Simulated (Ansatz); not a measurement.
All numbers below come from Ansatz, DFT PBE, scalar-relativistic, plane waves, PAW. Settings: cutoff 420 eV, Γ-centred meshes spaced at most about 0.3 Å⁻¹, and about 0.25 Å⁻¹ or finer for metals (2π included), Gaussian smearing. No spin polarisation in the final relaxations.

Temperature and zero-point effects are left out.

Compare these two cells of In2As3, each relaxed at this level.

A. Space group P-6m2 (No. 187), hexagonal, a = 4.990 Å, c = 5.881 Å. In on its first site is surrounded by 2 As at 2.94 Å and 6 As at 3.12 Å; In on its second site has 3 As at 2.88 Å and 6 As at 3.36 Å; As on a site of symmetry 3m has 1 As at 2.42 Å, 3 In at 3.12 Å, 4 As at 3.36–3.46 Å and 3 In at 3.36 Å; As on a site of symmetry -6m2 has 5 In at 2.88–2.94 Å and 6 As at 3.36 Å.

B. Space group P6/mmm (No. 191), hexagonal, a = 9.541 Å, c = 2.770 Å. Around In lie 3 As at 2.75 Å and 2 In at 2.77 Å; As is surrounded by 2 In at 2.75 Å and 2 As at 2.77 Å.

Question: Which would you expect to be lower, and how large is the difference?

Answer: A is lower, by 213 meV/atom. A has space group P-6m2 (No. 187), 25.4 Å³/atom and no gap on its mesh; B has space group P6/mmm (No. 191), 43.7 Å³/atom and no gap. Counting As atoms around In (those within 1.25 times the shortest such distance or 1.15 times the sum of covalent radii; a plus sign parts nearer from farther groups; a slash parts the counts of unlike sites), A has In 8/3+6 and B has In 3. A holds As–As pairs (shortest 2.42 Å); in B the shortest As–As distance is 2.77 Å, near bonding range too. The denser one is the lower, and pressure would at first widen the difference. Even the lower one lies +0.24 eV/atom against the reference forms of the elements (uncorrected), so neither is stable at this level. Both come from invented guesses. A third cell relaxed alike, in P-3m1, lies 187 meV/atom below the lower of the two.

In P-6m2, P6/mmm an odd number of electrons in the primitive cell allows no gap without spin; a larger cell or a magnetic state could open one. A magnetic state wasn't ruled out in cells without spin, among them P-6m2, P6/mmm. Cells relaxed within their symmetry can be saddle points.

The preference for P-6m2 probably comes from its arsenic bonding. The 2.42 Å contact is a normal As–As single bond, so the cell holds As₂ dumbbells beside separate As atoms. With dumbbells as As₂⁴⁻, lone arsenic as As³⁻ and indium as In³⁺, the formula is one electron short of closed shells, which fits the missing gap. The In–As contacts are all long, however, so the heteropolar bonding that normally stabilises indium arsenides is poorly developed.

P6/mmm lacks even the dumbbells: its As–As contacts at 2.77 Å are stretched and weak, and like atoms stack directly above one another along the short axis in a very open framework. The ordering therefore ranks two unfavourable bonding patterns and doesn't identify a ground state. The P-3m1 cell is far lower, yet still slightly above the elements. Zinc-blende InAs, with its strong tetrahedral bonds, is the familiar compound of this system, so decomposition into InAs and arsenic should be a stricter test than the elements alone.
